Dear colleague,

A PtSi contact with a barrier of 0.85 V on high-resistivity n-type silicon holds a layer of holes against the metal, and these holes, not the donors, set the field at the interface. The derivation follows, with numbers for a 10¹² cm⁻³ wafer and the limits of the argument.

1. Premises and conventions

The metal fills x < 0 and the silicon x > 0. q is the positive elementary charge, k the Boltzmann constant, ε the static permittivity of silicon.

(a) The contact is planar and laterally uniform, and the wafer is thick enough to contain a neutral bulk.
(b) The system is in thermal equilibrium, so the Fermi level EF is the same everywhere. Bias comes in section 6.
(c) Nd is the net shallow donor density, uniform and fully ionised; there are no deep levels.
(d) Carriers obey Boltzmann statistics in bands that follow the electrostatic potential rigidly:
n = Nc exp[−(Ec − EF)/kT], p = Nv exp[−(EF − Ev)/kT], Ec − Ev = Eg.
(e) The interface fixes the barrier qφBn = Ec(0) − EF. Here Ec(0) is the electrostatic band edge taken just outside the atomic-scale interface dipole, without image-force lowering. Why it has that value is not asked; φBn is a boundary condition.

I measure band bending by ψ(x), positive when the bands rise towards the metal: Ec(x) = Ec(∞) + qψ(x), and likewise for Ev. An electron has energy −q times the electrostatic potential, so that potential is −ψ. I write u = qψ/kT and use the subscript s for x = 0 and 0 for the bulk.

2. Carrier densities and the surface potential

Inserting the shifted band edges in (d) gives

n(x) = n0 exp(−u), p(x) = p0 exp(u). (1)

The product is independent of x: np = Nc Nv exp(−Eg/kT) ≡ ni². Neutrality of the bulk requires

n0 − p0 = Nd. (2)

At the interface, EF − Ev(0) = Eg − [Ec(0) − EF] = Eg − qφBn, hence

ps = Nv exp[−(Eg − qφBn)/kT], ns = Nc exp(−qφBn/kT). (3)

Neither expression contains Nd: the metal sets the interface densities and the doping has no say in them. The doping enters through the total bending. In the bulk Ec(∞) − EF = kT ln(Nc/n0), and subtracting this from qφBn gives

qψs = qφBn − kT ln(Nc/n0). (4)

I take ψs > 0, the rectifying case.

3. Poisson's equation and its first integral

The charge density is ρ = q(Nd − n + p). Poisson's equation for the potential −ψ reads d²(−ψ)/dx² = −ρ/ε, so

d²ψ/dx² = (q/ε)[Nd − n0 exp(−u) + p0 exp(u)]. (5)

By (2) the bracket equals n0[1 − exp(−u)] + p0[exp(u) − 1], which is positive for u > 0. So ψ is convex, and since it vanishes at infinity it falls monotonically from ψs. The x component of the field is −d(−ψ)/dx = dψ/dx, which is negative: the field points at the metal. I denote its magnitude by E = −dψ/dx.

The right side of (5) depends on x only through ψ. Multiply by 2 dψ/dx; the left side becomes d(E²)/dx. Integrate from the bulk, where E = 0 and ψ = 0, to a point where the bending is ψ, and use dψ = (kT/q) du:

E² = (2kT/ε) ∫₀ᵘ [Nd − n0 exp(−u′) + p0 exp(u′)] du′
 = (2kT/ε){Nd u + n0[exp(−u) − 1] + p0[exp(u) − 1]}. (6)

This is a force balance: εE²/2 = qNdψ + kT(n + p − n0 − p0). The Maxwell stress equals the force per area passed to the lattice by the fixed donors plus the excess ideal-gas pressure of the carriers. Eliminating n0 with (2) gives a form in which both terms are visibly non-negative,

E² = (2kT/ε){Nd[u − 1 + exp(−u)] + p0[exp(u) + exp(−u) − 2]}. (7)

For small u the braces tend to (n0 + p0)u²/2, which is linear Debye screening, as it should be.

At x = 0, (1) turns n0 exp(−us) into ns and p0 exp(us) into ps. Putting n0 = Nd + p0 in the constant term of (6),

Es² = (2kT/ε)[Nd(qψs/kT − 1) + ps + ns − 2p0]. (8)

This is exact within the premises. Two terms can go. ns = n0 exp(−us) is small beside Nd(us − 1) once us exceeds about 3, where the ratio is 2.5 % and falls exponentially. And p0/Nd ≈ (ni/Nd)² is small when Nd ≫ ni, in which case n0 may also be replaced by Nd in (4). What remains is

Es² = (2kT/ε)[Nd(qψs/kT − 1) + ps]. (9)

The first term alone is the depletion result, Ed² = (2qNd/ε)(ψs − kT/q), in which −kT/q comes from the electron tail at the edge of the depletion region. The second alone I call Ep² = 2kT ps/ε. The two add in quadrature, Es² = Ed² + Ep². By Gauss's law the silicon carries the charge +εEs per area, and the metal together with the interface dipole carries −εEs.

4. Thresholds

Let Ei be the level at which EF would give n = p = ni. From ni = Nc exp[−(Ec − Ei)/kT] and the expression for ni²,

Ec − Ei = kT ln(Nc/ni) = Eg/2 + (kT/2) ln(Nc/Nv).

Weak inversion begins when holes outnumber electrons at the interface. Setting ps = ns, with ps ns = ni², gives ns = ni, and (3) then gives

qφBn = Ec − Ei. (10)

This threshold does not depend on doping. By (1) it corresponds to ψs = ψB ≡ (kT/q) ln(n0/ni).

Strong inversion is by convention the point at which holes at the interface are as dense as electrons in the bulk, ps = n0 ≈ Nd. Solving (3) for the barrier,

qφBn = Eg − kT ln(Nv/Nd). (11)

By (1), ps = n0 means exp(us) = n0/p0 = (n0/ni)², so ψs = 2ψB, the criterion familiar from the MOS capacitor. The thresholds (10) and (11) are qψB apart. Read for a fixed barrier, (11) says that the contact is strongly inverted on any wafer with Nd < ps.

The name can mislead. At (11) the bracket of (9) is Nd(us − 1) + Nd = Nd us, of which the holes supply only the fraction 1/us. They take over the field at a third, higher threshold, Ep = Ed:

ps = Nd(us − 1). (12)

5. Profile and charge of the hole layer

Where holes dominate, (6) reduces to E = Ep exp(v/2), with v = u − us ≤ 0 and p = ps exp(v). Then dv/dx = −(qEp/kT) exp(v/2). Separating, d[exp(−v/2)]/dx = qEp/2kT, and with v(0) = 0

p(x) = ps/(1 + x/λ)², λ = 2kT/(qEp) = (2εkT/q²ps)^½. (13)

The decay is algebraic, because the holes screen their own field; it turns exponential where the donor term of (7) takes over.

For the charge, split ρ/q = (p − p0) + (n0 − n) and define the sheet densities Np = ∫(p − p0)dx and Ndep = ∫(n0 − n)dx, so that Np + Ndep = εEs/q. Introduce LD = (εkT/q²Nd)^½ and let F² be the braces of (7) divided by Nd. Then E = √2 (kT/qLD) F and |dx| = LD du/(√2 F). With n0 ≈ Nd,

Ndep = (Nd LD/√2) ∫₀^us [1 − exp(−u)] du/F, εEs/q = √2 Nd LD F(us). (14)

Let F0² = u − 1 + exp(−u) be the hole-free part. Since d(F0²)/du = 1 − exp(−u), the integral with F0 in place of F is 2F0(us), which gives εEd/q. As F ≥ F0, this is an upper bound on Ndep, and therefore

Np ≥ (ε/q)(Es − Ed). (15)

To see what the bound misses, write 1/F = 1/F0 − (1/F0 − 1/F). The difference matters only within a few units of us. There I freeze F0² at b = us − 1, so that F² = b + r exp(v) with r = ps/Nd. With w = (r/b) exp(v) and W = r/b the correction is

b^(−½) ∫₀^W [1 − (1 + w)^(−½)] dw/w = b^(−½) · 2 ln{[1 + (1 + W)^½]/2},

as differentiation with respect to W confirms. Now (1 + W)^½ = Es/Ed, and 2√b − Δ/√b = 2(b − Δ)^½ to first order in Δ/b, so

Ndep ≈ √2 Nd LD (us − 1 − Δ)^½, Δ ≈ 2 ln[(1 + Es/Ed)/2]. (16)

The hole layer uses up a voltage ΔkT/q that is no longer available to deplete donors.

6. Reverse bias

Under a reverse bias VR, add one premise: the holes near the interface exchange with the metal much faster than the leakage current disturbs them, so their quasi-Fermi level is flat across the hole layer and equal to EF of the metal. Then ps keeps the value (3), p = ps exp(u − us), and ψs grows by VR. Electrons matter only at the far edge, where (1) still holds. Repeating the integration gives (9) unchanged in form, with the larger ψs. The donor term grows with bias and the hole term does not.

One consequence concerns your capacitance data. The holes come and go through the metal, so the external circuit carries only the change of the combined charge of metal and holes, which is −qNdep. The quasi-static capacitance per area is q dNdep/dVR and not ε dEs/dVR. In (16) the root is smaller than in the depletion formula, and Δ falls as VR rises; both facts raise C. A plot of 1/C² against VR lies below the depletion line and is curved, so its intercept should not be read as ψs − kT/q.

7. Numbers for PtSi on high-resistivity n-Si

Inputs: T = 300 K, so kT/q = 0.025852 V; Eg = 1.12 eV (compiled value, Wing 2021); ε = 11.7 ε0 (compiled value, Ioffe Institute); typical Nc = 2.8×10¹⁹ cm⁻³ and Nv = 2.65×10¹⁹ cm⁻³; φBn = 0.85 V in the sense of premise (e); and an assumed Nd = 1×10¹² cm⁻³, which with a typical electron mobility of 1400 cm²/V s is 4.5 kΩ cm. Intermediate values are carried unrounded. I print a third figure where it helps you retrace the arithmetic; section 8 shows that the inputs support two at most.

Bulk: ni = 1.07×10¹⁰ cm⁻³, p0 = 1.1×10⁸ cm⁻³, Ec(∞) − EF = 0.443 eV, ψB = 0.117 V, LD = 4.09 µm.

Interface: ψs = 0.407 V and us = 15.73. The hole barrier Eg − qφBn = 0.27 eV is 10.44 kT, so ps = 7.72×10¹⁴ cm⁻³, while ns = 1.5×10⁵ cm⁻³ and r = 772.

Thresholds on this wafer:
weak inversion, (10): 0.561 eV
strong inversion, (11): 0.678 eV
holes dominate the field, (12) solved with (3) and (4): 0.739 eV

At the second threshold us = 9.08, the holes give 11 % of the bracket and raise the field by 6 %. The 0.85 V contact is beyond all three. At fixed barrier it is strongly inverted for Nd below 7.7×10¹⁴ cm⁻³ (about 6 Ω cm with the same mobility), and the holes dominate the field for Nd below 4.2×10¹³ cm⁻³ (about 0.11 kΩ cm).

Field: the donor term of (9) is 1.47×10¹³ cm⁻³ and the whole bracket 7.86×10¹⁴ cm⁻³; the terms dropped from (8) amount to 3×10⁻⁷ of it. Then Es = 2.51 kV/cm against Ed = 0.343 kV/cm, a ratio of 7.3.

Charge: εEs/q = 1.62×10¹⁰ cm⁻². The bound (15) gives Np ≥ 1.40×10¹⁰ cm⁻². Numerical integration of (14) with the full F gives Ndep = 1.96×10⁹ cm⁻² and Np = 1.43×10¹⁰ cm⁻², so holes make up 88 % of the space charge. The equivalent depleted width Ndep/Nd is 19.6 µm, where the depletion formula gives 22.2 µm. The numerical Ndep corresponds to Δ = 3.2, or 83 mV; the logarithm in (16) gives 2.8, or 74 mV. The difference is of the expected relative order Δ/b = 0.19.

Lengths: λ = 0.21 µm, and the initial decay length of p, kT/qEs, is 0.10 µm. Integrating LD du/(√2 F), the hole density falls to Nd at 3.3 µm and the type changes, p = n, at 8.7 µm. A reverse bias of about 20 V is needed before the donor term equals the hole term.

8. Range of validity

Statistics. Here ps/Nv = 2.9×10⁻⁵, far from degeneracy. With EF 3kT above Ev(0), which means φBn = 1.04 V, the Fermi–Dirac density is 1.7 % below the Boltzmann value. For higher barriers p = Nv ℱ₁/₂(η), with η = (Ev − EF)/kT and ℱj the Fermi–Dirac integral normalised so that ℱj → exp(η) for large negative η. Since dη = du and dℱ₃/₂/dη = ℱ₁/₂, the term ps in (9) becomes Nv ℱ₃/₂(ηs), for a parabolic band.

Doping and temperature. Equation (9) needs us above about 3 and Nd ≫ ni; otherwise use (8) with n0 from (2). On near-intrinsic material it is the second condition that fails first on heating. Freeze-out is irrelevant at 300 K: for a typical donor depth of 45 meV and degeneracy factor 2 the neutral fraction in the bulk is 2(Nd/Nc) exp(45 meV/kT) = 4×10⁻⁷.

Deep levels. These are a real concern at 10¹² cm⁻³. A singly charged deep donor of density Nt that is neutral in the bulk adds less than Nt us to the bracket of (9). For Nt = Nd that is below 2.0 % of Es², so the field and Np are robust. The donor term itself could nearly double, so Ndep and the capacitance are not.

Geometry. The silicon must be thicker than the depleted width plus a few LD, that is several tens of µm. Since ps is exponential in φBn, a contact with patches of different barrier cannot be described by inserting the mean barrier in (3).

Wave nature of the holes. For a typical heavy-hole mass m = 0.5 m0 the thermal wavelength Λ = h/(2πmkT)^½ is 6.1 nm, small beside 0.10 µm. Take the severe case of a hard wall at x = 0. The states are sin(κx), and the thermal average of 2 sin²(κx) over a Gaussian of variance mkT/ħ² is 1 − exp(−2mkT x²/ħ²). The missing sheet density is ps Λ/4 = 1.2×10⁸ cm⁻², or 0.8 % of Np.

Image force on the holes. A hole at distance x gains q²/(16πεx), which equals kT at xi = q²/(16πεkT) = 1.2 nm. Weighting (13) with exp(xi/x) − 1 and integrating from xi outwards, without readjusting the potential, adds about 4×10⁸ cm⁻², or 3 % of Np. Inside xi the continuum picture fails. The charge there, the tails of metal states included, belongs to the interface dipole of premise (e), and Es is the field outside it.

Image force on the barrier. This is the larger effect. An electron sees the energy −qEs x − q²/(16πεx) relative to Ec(0); its maximum lies at xm = (q/16πεEs)^½ = 11 nm and is lowered by qΔφ, with Δφ = (qEs/4πε)^½ = 5.6 mV. As xm is about a tenth of kT/qEs, the constant field is adequate. With Ed in place of Es one would get 2.1 mV. If your 0.85 V comes from a saturation current near zero bias, it is φBn − Δφ, and the φBn for (3) is higher by Δφ; ps then rises by 24 % and Es by 11 %.

Inputs. Everything hangs on the exponent in (3). A shift of 10 mV in φBn changes ps by a factor 1.47, and the rounding of Eg to 1.12 eV, up to 5 meV, by up to 21 %. ps is proportional to Nv, and Es and Np follow roughly as its square root.

The model's result for this contact is thus Es ≈ 2.5 kV/cm and Np ≈ 1.4×10¹⁰ cm⁻², most of it within a few tenths of a µm of the metal. As typical knowledge, hole barriers of PtSi on p-type silicon are usually quoted near 0.22 to 0.25 eV, below the 0.27 eV implied here, in part because they include image lowering. If the true hole barrier were 0.24 eV at the same gap, ps would be larger by a factor 3.2 and Es by 1.8, so the model more probably falls short of the real field, by up to about a factor of two, than exceeds it. The classification does not depend on this: the barrier lies 0.17 eV above the strong-inversion threshold and 0.11 eV above the point at which holes take over the field, margins several times larger than any of these shifts.